\section*{Resonant heat transport through a single vibrational mode}

A C$_{60}$ molecule between two metal tips is nearly a rigid ball on two springs. Its bouncing mode lies typically near 5 meV and its softest cage vibration near 34 meV, above the phonon band of gold, which ends near 19 meV. I will derive how much heat the bouncing mode alone carries. Frequencies are angular, I quote $\hbar\omega$ in meV, and conductances in pW/K.

\subsection*{Premises}

First, the molecule is one harmonic coordinate $x$ of mass $m$. Second, each electrode $\alpha=L,R$ is a continuum of harmonic modes coupled linearly to $x$ and not to the other electrode. Third, in the distant past each electrode was in a Gibbs state at $T_\alpha$, uncorrelated with the rest. The Hamiltonian has the Caldeira--Leggett form,
\begin{equation}
H=\frac{p^2}{2m}+\frac{m\omega_0^2x^2}{2}+H_L+H_R,\qquad
H_\alpha=\sum_{j\in\alpha}\left[\frac{p_j^2}{2m_j}+\frac{m_j\omega_j^2}{2}\Big(q_j-\frac{c_jx}{m_j\omega_j^2}\Big)^2\right].
\end{equation}
The coupling sits inside a square, so a static displacement $x$ costs no bath energy once the $q_j$ have followed it. Hence $m\omega_0^2$ is the static stiffness with the electrodes relaxed.

\subsection*{Eliminating the electrodes}

The Heisenberg equation $\ddot q_j+\omega_j^2q_j=c_jx/m_j$ is linear, with solution
\begin{equation}
q_j(t)=q_j^{0}(t)+\frac{c_j}{m_j\omega_j}\int_{t_0}^t\! ds\,\sin[\omega_j(t-s)]\,x(s),
\end{equation}
where $q_j^0$ is the free motion from the initial state. The force of electrode $\alpha$ on the molecule is $F_\alpha=-\partial H_\alpha/\partial x=\sum_jc_j\,[q_j-c_jx/(m_j\omega_j^2)]$. Integrate the sine by parts. The boundary term at $s=t$ cancels the last term of $F_\alpha$, and
\begin{equation}
F_\alpha(t)=\xi_\alpha(t)-m\!\int_{t_0}^t\! ds\,\gamma_\alpha(t-s)\,\dot x(s)-m\gamma_\alpha(t-t_0)\,x(t_0),
\end{equation}
with $\xi_\alpha=\sum_jc_jq_j^0$ and $m\gamma_\alpha(t)=\sum_jc_j^2\cos(\omega_jt)/(m_j\omega_j^2)$. For a continuum the kernel decays, so the last term drops as $t_0\to-\infty$. Define the spectral density and rewrite the kernel,
\begin{equation}
I_\alpha(\omega)=\frac{\pi}{2}\sum_j\frac{c_j^2}{m_j\omega_j}\delta(\omega-\omega_j),\qquad
m\gamma_\alpha(t)=\frac{2}{\pi}\int_0^\infty\! d\omega\,\frac{I_\alpha(\omega)}{\omega}\cos\omega t .
\end{equation}
The one-sided transform $\tilde\gamma_\alpha(\omega)=\int_0^\infty dt\,\gamma_\alpha(t)e^{i\omega t}$ has real part $\gamma_\alpha'(\omega)=I_\alpha(\omega)/(m\omega)$, by inversion of the cosine transform. An ohmic bath has $I_\alpha=m\gamma_\alpha\omega$. Its kernel is $2\gamma_\alpha\delta(t)$, half of which lies inside the integral, and the friction force is $-m\gamma_\alpha\dot x$. This fixes the convention: $\gamma=\gamma_L+\gamma_R$ is the decay rate of the energy of a weakly damped mode, and the amplitude decays at $\gamma/2$.

A free thermal oscillator has $\tfrac12\langle\{q_j^0(t),q_j^0(s)\}\rangle=(\hbar/2m_j\omega_j)\coth(\hbar\omega_j/2k_BT)\cos\omega_j(t-s)$. Summing with weights $c_j^2$ gives
\begin{equation}
\tfrac12\langle\{\xi_\alpha(t),\xi_\alpha(s)\}\rangle=\int_{-\infty}^\infty\!\frac{d\omega}{2\pi}S_\alpha(\omega)e^{-i\omega(t-s)},\qquad
S_\alpha=m\gamma_\alpha'\,\hbar\omega\,(2n_\alpha+1),
\end{equation}
where $n_\alpha=1/(e^{\hbar\omega/k_BT_\alpha}-1)$, and $\xi_L$ and $\xi_R$ are uncorrelated. In the steady state $m\ddot x=-m\omega_0^2x+F_L+F_R$ is solved by Fourier transform, with time dependence $e^{-i\omega t}$:
\begin{equation}
x(\omega)=\frac{\xi_L+\xi_R}{mD(\omega)},\qquad D=\omega_0^2-\omega^2-i\omega(\tilde\gamma_L+\tilde\gamma_R).
\end{equation}

\subsection*{The heat current}

Only the kinetic energy $p^2/2m$ fails to commute with $H_L$, so $\dot H_L=(i/\hbar)[p^2/2m,H_L]=-\tfrac12\{F_L,\dot x\}$. The current out of the left electrode is the power of its force, $J=\tfrac12\langle\{F_L,\dot x\}\rangle$.

\textbf{Question.} You count the coupling energy with the electrode. Does that choice matter?

Not in the steady state. The coupling terms are bilinears in $x$ and the force, whose averages are stationary, so their mean rate of change is zero.

The velocity is $v(\omega)=-i\omega\,x(\omega)$. The noise part of $F_L$ correlates only with the response to itself, and contributes the real part of $-i\omega/(mD)$ weighted by $S_L$. That real part is $\omega\,\mathrm{Im}(1/D)/m=\omega^2(\gamma_L'+\gamma_R')/(m|D|^2)$. The friction part contributes $-m\gamma_L'$ times the velocity spectrum $\omega^2(S_L+S_R)/(m^2|D|^2)$. The imaginary parts are odd in $\omega$ and integrate to zero. Together,
\begin{equation}
J=\int_{-\infty}^\infty\!\frac{d\omega}{2\pi}\frac{\omega^2}{m|D|^2}\big[(\gamma_L'+\gamma_R')S_L-\gamma_L'(S_L+S_R)\big].
\end{equation}
The bracket is $\gamma_R'S_L-\gamma_L'S_R=2m\gamma_L'\gamma_R'\hbar\omega(n_L-n_R)$, and the zero-point terms have cancelled. The integrand is even, so folding onto positive frequencies doubles it and yields the Landauer form
\begin{equation}
J=\int_0^\infty\!\frac{d\omega}{2\pi}\,\hbar\omega\,\mathcal T(\omega)\,(n_L-n_R),\qquad \mathcal T=\frac{4\gamma_L'\gamma_R'\omega^2}{|D|^2}.
\label{land}
\end{equation}
For a strictly ohmic bath the noise and friction parts each diverge logarithmically, which is why I kept the frequency dependence until now. Their sum \eqref{land} converges, and the ohmic limit can be taken in it:
\begin{equation}
\mathcal T(\omega)=\frac{4\gamma_L\gamma_R\,\omega^2}{(\omega^2-\omega_0^2)^2+\gamma^2\omega^2}.
\label{T}
\end{equation}
Dividing through by $\gamma^2\omega^2$ shows that the maximum lies at $\omega_0$ and equals $4\gamma_L\gamma_R/\gamma^2\le1$, with equality for equal rates. The half-maximum points obey $\omega^2-\omega_0^2=\pm\gamma\omega$, so $\omega_\pm=\sqrt{\omega_0^2+\gamma^2/4}\pm\gamma/2$ and the full width is exactly $\gamma$. Since $\mathcal T\le1$, the conductance cannot exceed its value for $\mathcal T=1$, the quantum $g_Q=\pi^2k_B^2T/3h$.

\subsection*{A sum rule and the classical limit}

Let $\lambda_\pm=\gamma/2\pm i\Omega$ with $\Omega^2=\omega_0^2-\gamma^2/4$. Then $\lambda_+\lambda_-=\omega_0^2$ and $\lambda_+^2+\lambda_-^2=\gamma^2-2\omega_0^2$, so $|D|^2=(\omega^2+\lambda_+^2)(\omega^2+\lambda_-^2)$ and
\begin{equation}
\frac{\omega^2}{|D|^2}=\frac{1}{\lambda_+^2-\lambda_-^2}\left[\frac{\lambda_+^2}{\omega^2+\lambda_+^2}-\frac{\lambda_-^2}{\omega^2+\lambda_-^2}\right].
\label{pf}
\end{equation}
With $\int_0^\infty d\omega/(\omega^2+\lambda^2)=\pi/2\lambda$ for $\mathrm{Re}\,\lambda>0$, the integral of \eqref{pf} is $\pi/[2(\lambda_++\lambda_-)]=\pi/2\gamma$. This also holds for overdamping, where both roots are real and positive. So $P(\omega)=(2\gamma/\pi)\,\omega^2/|D|^2$ has unit area, and
\begin{equation}
J=\frac{\gamma_L\gamma_R}{\gamma}\,[K(T_L)-K(T_R)],\qquad K(T)=\int_0^\infty\! d\omega\,P(\omega)\,\hbar\omega\,n(\omega,T).
\label{K}
\end{equation}
In classical statistics $\hbar\omega n\to k_BT$, hence $K=k_BT$ and
\begin{equation}
J=G_{\rm cl}(T_L-T_R),\qquad G_{\rm cl}=k_B\frac{\gamma_L\gamma_R}{\gamma_L+\gamma_R},
\end{equation}
exactly, for any $\omega_0$, any damping and any bias.

\textbf{Question.} The frequency has dropped out. Is that an accident of the harmonic well?

No. Classically each ohmic noise is white, $S_\alpha=2m\gamma_\alpha k_BT_\alpha$. The sum is the noise of a single bath with friction $\gamma$ at $T^*=(\gamma_LT_L+\gamma_RT_R)/\gamma$. In any confining potential the steady state is then the Boltzmann distribution at $T^*$, with $m\langle v^2\rangle=k_BT^*$. White noise feeds kinetic energy at the rate $S_L/2m=\gamma_Lk_BT_L$ and friction removes $\gamma_Lm\langle v^2\rangle$, so $J=\gamma_Lk_B(T_L-T^*)$, which is the same result. It rests on constant friction coefficients only.

\subsection*{Weak coupling}

Near resonance $\omega^2-\omega_0^2\simeq2\omega_0(\omega-\omega_0)$, and $P$ becomes a normalised Lorentzian of full width $\gamma$, which tends to $\delta(\omega-\omega_0)$ as $\gamma\to0$. Then $K=\hbar\omega_0n(\omega_0,T)$ and
\begin{equation}
J=\hbar\omega_0\frac{\gamma_L\gamma_R}{\gamma}\,[n_L(\omega_0)-n_R(\omega_0)],\qquad
\frac{G_{\rm w}}{G_{\rm cl}}=\frac{u^2e^u}{(e^u-1)^2},\quad u=\frac{\hbar\omega_0}{k_BT},
\label{weak}
\end{equation}
where $G=\partial J/\partial T_L$ at equal temperatures. The ratio is the Einstein heat capacity of the mode in units of $k_B$. The rate equation $\dot N=-\gamma_L(N-n_L)-\gamma_R(N-n_R)$ for the occupation gives the same current, $\hbar\omega_0\gamma_L(n_L-N)$, in its steady state: quanta enter and leave one at a time.

\textbf{Question.} Is $\gamma\ll\omega_0$ enough for that?

It is not, because the Bose factor varies exponentially across the tails of $P$. For $k_BT\ll\hbar\omega_0$ the thermal frequencies see $P\simeq2\gamma\omega^2/(\pi\omega_0^4)$. With $\int_0^\infty y^3dy/(e^y-1)=\pi^4/15$,
\begin{equation}
J\simeq\frac{2\pi^3}{15}\frac{\gamma_L\gamma_Rk_B^4(T_L^4-T_R^4)}{\hbar^3\omega_0^4},\qquad
\frac{G}{G_{\rm cl}}\simeq\frac{8\pi^3}{15}\frac{\gamma}{\omega_0}\frac{1}{u^3}.
\label{low}
\end{equation}
This is elastic passage below resonance, through the molecule acting as a spring. It is one order higher in the rates than \eqref{weak}, but a power law always wins over $u^2e^{-u}$ in the cold. The two are equal where $u^5e^{-u}=16.5\,\gamma/\omega_0$, on the large-$u$ root.

\subsection*{All temperatures in closed form}

Put $\nu=2\pi k_BT/\hbar$, $\omega=\nu t$ and $z=\lambda_+/\nu$. Binet's second formula, differentiated, gives for $\mathrm{Re}\,z>0$
\begin{equation}
\int_0^\infty\!\frac{t\,dt}{(t^2+z^2)(e^{2\pi t}-1)}=\frac12\Big[\ln z-\frac{1}{2z}-\psi(z)\Big],
\end{equation}
with $\psi$ the digamma function. Insert \eqref{pf} into \eqref{K}. For underdamping the two terms are complex conjugates and $\lambda_+^2-\lambda_-^2=2i\gamma\Omega$, so
\begin{equation}
K=\frac{\hbar}{\pi\Omega}\,\mathrm{Im}\Big\{\lambda_+^2\Big[\ln z-\frac1{2z}-\psi(z)\Big]\Big\}.
\end{equation}
Differentiate with $dz/dT=-z/T$, and use $\hbar/T=2\pi k_B/\nu$ and $\Omega/\nu=\mathrm{Im}\,z$:
\begin{equation}
\frac{G}{G_{\rm cl}}=\frac{2}{\mathrm{Im}\,z}\,\mathrm{Im}\Big[z^3\psi'(z)-z^2-\frac z2\Big].
\label{exact}
\end{equation}
At large $|z|$ the bracket tends to $1/6-1/(30z^2)$, which returns \eqref{low}. At small $|z|$, $\psi'=z^{-2}+\pi^2/6+\dots$, and with $\mathrm{Im}\,\lambda_+^2=\gamma\Omega$ and $\mathrm{Im}\,\lambda_+^3=\Omega(\gamma^2-\omega_0^2)$,
\begin{equation}
\frac{G}{G_{\rm cl}}=1-\frac{\hbar\gamma}{\pi k_BT}-\frac{\hbar^2(\omega_0^2-\gamma^2)}{12\,(k_BT)^2}+\dots
\label{high}
\end{equation}
The classical limit therefore needs $k_BT\gg\hbar\gamma$ as well as $k_BT\gg\hbar\omega_0$. The linear term comes from the $1/\omega^2$ tail of $P$ at $\hbar\omega\gtrsim k_BT$, which stays frozen out.

\textbf{Question.} With very unequal contacts, does it work as a thermal diode?

No. In \eqref{land} the transmission does not depend on temperature, so exchanging $T_L$ and $T_R$ reverses the sign of $n_L-n_R$ and nothing else: $J(T_L,T_R)=-J(T_R,T_L)$, quantum or classical, ohmic or not, at any bias. Rectification needs a broken premise: an anharmonic well together with quantum statistics or non-ohmic baths, or friction that depends on position or temperature.

\subsection*{Range of validity}

Equation \eqref{land} is exact under the three premises. Equations \eqref{T} to \eqref{high} need $\tilde\gamma_\alpha$ constant over the frequencies that carry weight. A real electrode has no modes above a band edge $\omega_c$, and the ohmic $P$ places a fraction of about $2\gamma/(\pi\omega_c)$ of its area there, so we need $\omega_0,\gamma\ll\omega_c$. Equation \eqref{weak} needs in addition $\gamma\ll\omega_0$, $\hbar\gamma\ll k_BT$, and a temperature well above the crossover to \eqref{low}. Other molecular modes, direct tip-to-tip coupling and electrons are parallel channels outside the model.

\subsection*{Numbers for C$_{60}$}

The mass is $60\times12.011=720.66$ u, or $1.197\times10^{-24}$ kg. I take the typical $\hbar\omega_0=5$ meV as input, which is $\omega_0=7.60\times10^{12}$ s$^{-1}$ or 1.21 THz, and $\hbar\omega_0/k_B=58.0$ K. The total stiffness is $m\omega_0^2=69$ N/m, and I assume that it is shared equally, $k_\alpha=34.5$ N/m.

For the rates, let the contact spring $k_0$ act in series with the compliance $\chi(\omega)$ of the metal. The dynamic stiffness is $(1/k_0+\chi)^{-1}$, whose imaginary part at low frequency is $-k_\alpha^2\,\mathrm{Im}\chi$ with $k_\alpha$ the static series stiffness. Comparison with $mD$ gives $m\gamma_\alpha\omega=k_\alpha^2\,\mathrm{Im}\chi$. For a point force in an infinite isotropic solid of density $\rho$, the mode sum over branches $s$ with sound speeds $c_s$ and polarisations $\mathbf e$ is
\begin{equation}
\mathrm{Im}\chi=\frac{1}{\rho}\sum_s\int\!\frac{d^3q}{(2\pi)^3}\,e_x^2\,\pi\delta(c_s^2q^2-\omega^2)=\frac{\omega}{12\pi\rho}\Big(\frac{2}{c_T^3}+\frac{1}{c_L^3}\Big)\equiv B\omega,
\end{equation}
because $e_x^2$ averages to one third per branch and the radial integral gives $\omega/(4\pi c_s^3)$. A three-dimensional solid is thus an ohmic bath at long wavelength, with $\gamma_\alpha=k_\alpha^2B/m$. Approximate values for gold, $\rho=19300$ kg/m$^3$, $c_T=1200$ m/s and $c_L=3240$ m/s, give $B=1.63\times10^{-15}$ s$^3$/kg and $\hbar\gamma_\alpha=1.07$ meV. This fixes only the order of magnitude: the electrode has a free surface, and the transverse wavelength at resonance, 0.99 nm, is comparable to the molecule, so the contact is no point. I adopt $\hbar\gamma_L=\hbar\gamma_R=1.0$ meV as an illustrative input. Then $\omega_0/\gamma=2.5$, $\gamma_L\gamma_R/\gamma=7.60\times10^{11}$ s$^{-1}$ and $G_{\rm cl}=10.5$ pW/K. The digits below serve to compare formulas within the ohmic model.
\begin{center}
\begin{tabular}{ccccc}
$T$ (K) & $k_BT$ (meV) & $G/G_{\rm cl}$, \eqref{exact} & $G_{\rm w}/G_{\rm cl}$, \eqref{weak} & $G$ (pW/K)\\ \hline
300 & 25.85 & 0.973 & 0.997 & 10.2\\
77 & 6.64 & 0.871 & 0.954 & 9.13\\
20 & 1.72 & 0.408 & 0.518 & 4.28\\
4.2 & 0.362 & 0.0036 & 0.00019 & 0.038
\end{tabular}
\end{center}
At 20 K the full result is 21 per cent below the weak-coupling one. At 4.2 K it is about 19 times larger, and the power law \eqref{low} gives 0.0025, the right order. The crossover lies at $u=9.2$, or 6.3 K.

\textbf{Question.} How many of these digits survive in a real junction?

Of $G$ itself none, only its order of magnitude. At room temperature $G\approx G_{\rm cl}$ is proportional to the rates, which are estimated only to order of magnitude and scale as $\omega_0^4$ of a merely typical input. At most the ratio $G/G_{\rm cl}\approx1$ keeps one figure. With $\hbar\omega_c=19$ meV the ohmic $P$ has 0.070 of its area above the band edge. That exceeds both quantum corrections in \eqref{high} at 300 K, 2.5 and 0.26 per cent, and the first arises at frequencies that gold does not possess. The thermal amplitude $\sqrt{k_BT/m\omega_0^2}$ is 7.7 pm, and with a contact binding energy $E_b$ of roughly 1 eV the anharmonic change of stiffness and friction scales as $k_BT/E_b=0.026$, times a coefficient of order one to a few. Asymmetry leaves the ratio near one but acts strongly on $G_{\rm cl}$. If the left contact carries a share $\eta$ of the stiffness, $G_{\rm cl}\propto\eta^2(1-\eta)^2/[\eta^2+(1-\eta)^2]$, which at $\eta=0.9$ is 0.079 of the symmetric value.

\textbf{Question.} And the electrons?

They can dominate. Where the Wiedemann--Franz law holds, a spin-degenerate channel of transmission $\tau$ carries $2\tau g_Q$, with $g_Q=284$ pW/K at 300 K. It matches the bouncing mode already at $\tau=0.018$, so the mode governs the heat flow only in poorly conducting junctions.

\textbf{Question.} Would copper, the wiring metal, suit the theory better?

With the same mode energy assumed, yes. Approximate values $\rho=8960$ kg/m$^3$, $c_T=2325$ m/s and $c_L=4760$ m/s give $B=4.99\times10^{-16}$ s$^3$/kg and $\hbar\gamma_\alpha=0.33$ meV. Then $\omega_0/\gamma=7.6$, only 0.014 of the area lies above a band edge near 30 meV, and $G_{\rm cl}=3.5$ pW/K. A different binding would change this strongly, since $\gamma_\alpha\propto\omega_0^4$.

For gold the model's room-temperature conductance is about 10 pW/K. Phonon conductances of single-molecule gold junctions are typically a few tens of pW/K, so as an account of the whole junction the model falls short by roughly a factor of two to three. That is the direction to expect when the two lateral translations and three librations of the ball are left out, although the gap lies within the uncertainty of the assumed rates.